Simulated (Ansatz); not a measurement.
**Al2InSb3 under compression: one row to predict**

The cell was found from a structure generator's guess, not taken from experiment.

Computed with Ansatz 0.2.0, DFT PBE, scalar-relativistic, plane waves, PAW. The final run on the 6-atom cell used 420 eV, a Γ-centred 12×12×4 mesh, 0.02 eV smearing and no spin polarisation.

Space group P3m1 (No. 156). a = 4.493 Å, b = 4.493 Å, c = 11.027 Å, α = 90.00°, β = 90.00°, γ = 120.00°
```csv
atom,site,symmetry,x,y,z
Al,1b,3m.,0.3333,0.6667,0.4111
Al,1c,3m.,0.6667,0.3333,0.0882
In,1a,3m.,0.0000,0.0000,0.7517
Sb,1a,3m.,0.0000,0.0000,0.0111
Sb,1b,3m.,0.3333,0.6667,0.6545
Sb,1c,3m.,0.6667,0.3333,0.3333
```

The cell was set to several volumes, with shape and atoms relaxed at each where symmetry leaves them free. Pressure is positive in compression, and energies count from the lowest row.

```tsv
row	V (Å³/atom)	P (GPa)	ΔE (meV/atom)	gap on mesh (eV)
1	28.279	7.64	81.9	0.80
2	29.243	5.23	43.4	0.90
3	30.207	?	?	?
4	31.171	1.47	4.3	0.63
5	32.135	0.01	0.0	0.44
6	33.099	-1.22	3.7	0.26
7	34.063	-2.25	14.3	0.09
8	35.349	-3.37	37.0	0.00
```

Task: Find B = −V·ΔP/ΔV from rows 4 and 6 and from rows 1 and 2, and from the two its slope B′ and its value B0 at zero pressure.

Result: Rows 4 and 6 give −(31.171 + 33.099)/2 × (-1.22 − (1.47))/(33.099 − 31.171) = 44.8 GPa at a mean pressure of 0.12 GPa. Rows 1 and 2 give −(28.279 + 29.243)/2 × (5.23 − (7.64))/(29.243 − 28.279) = 71.9 GPa at a mean pressure of 6.44 GPa. So B′ = (71.9 − 44.8)/(6.44 − (0.12)) = 4.29 and B0 = 44.8 − 4.29 × (0.12) = 44.3 GPa. A third-order Birch–Murnaghan fit to all the energies gives B0 = 44.4 GPa and B′ = 4.6.

Task: Estimate the pressure and energy of row 3.

Result: From row 5, V0 = 32.135 × (1 + (0.01)/44.3) = 32.142 Å³/atom. Murnaghan's form P = (B0/B′)·[(V0/V)^B′ − 1] gives (44.3/4.29) × [(32.142/30.207)^4.29 − 1] = 3.15 GPa; the computed pressure is 3.19 GPa, so the estimate is off by -0.04 GPa. The work of compression from row 4, with the mean of the two pressures, gives ΔE = 4.3 + (3.15 + 1.47)/2 × (31.171 − 30.207)/160.2 × 1000 = 18.2 meV/atom (1 eV/Å³ = 160.2 GPa); the computed value is 18.2 meV/atom. Its gap on the mesh is 0.83 eV.

These runs have no spin–orbit coupling, which can matter for Sb. Kohn–Sham gaps at this level usually fall short of measured ones. The missing spin–orbit coupling can work the other way here. All volumes keep the k mesh of the relaxed cell. A later test with randomly moved atoms came back to the same energy, though modes that don't fit the test's cell weren't probed.

The gap doesn't follow volume in one direction: it widens from zero in the most expanded cell to 0.90 eV at row 2, then narrows to 0.80 eV at row 1. The atomic positions describe a tetrahedral network stacked as in zinc blende, with cation layers ordered along the threefold axis. In such III–V compounds the conduction state at Γ is antibonding and rich in cation and anion s character, so shorter bonds push it up steeply against the p-like valence edge. Valleys near the zone boundary respond weakly or move the other way. The reversal therefore probably marks a change of conduction minimum, from a Γ-like state to one of these valleys.

The equation of state stays smooth through this turnover, as expected when only empty levels change order and the filled bonding states simply stiffen under compression. Because tetrahedral antimonides tend to give way to denser, more highly coordinated metallic phases under pressure, the compressed rows describe this structure's response, not its range of stability.
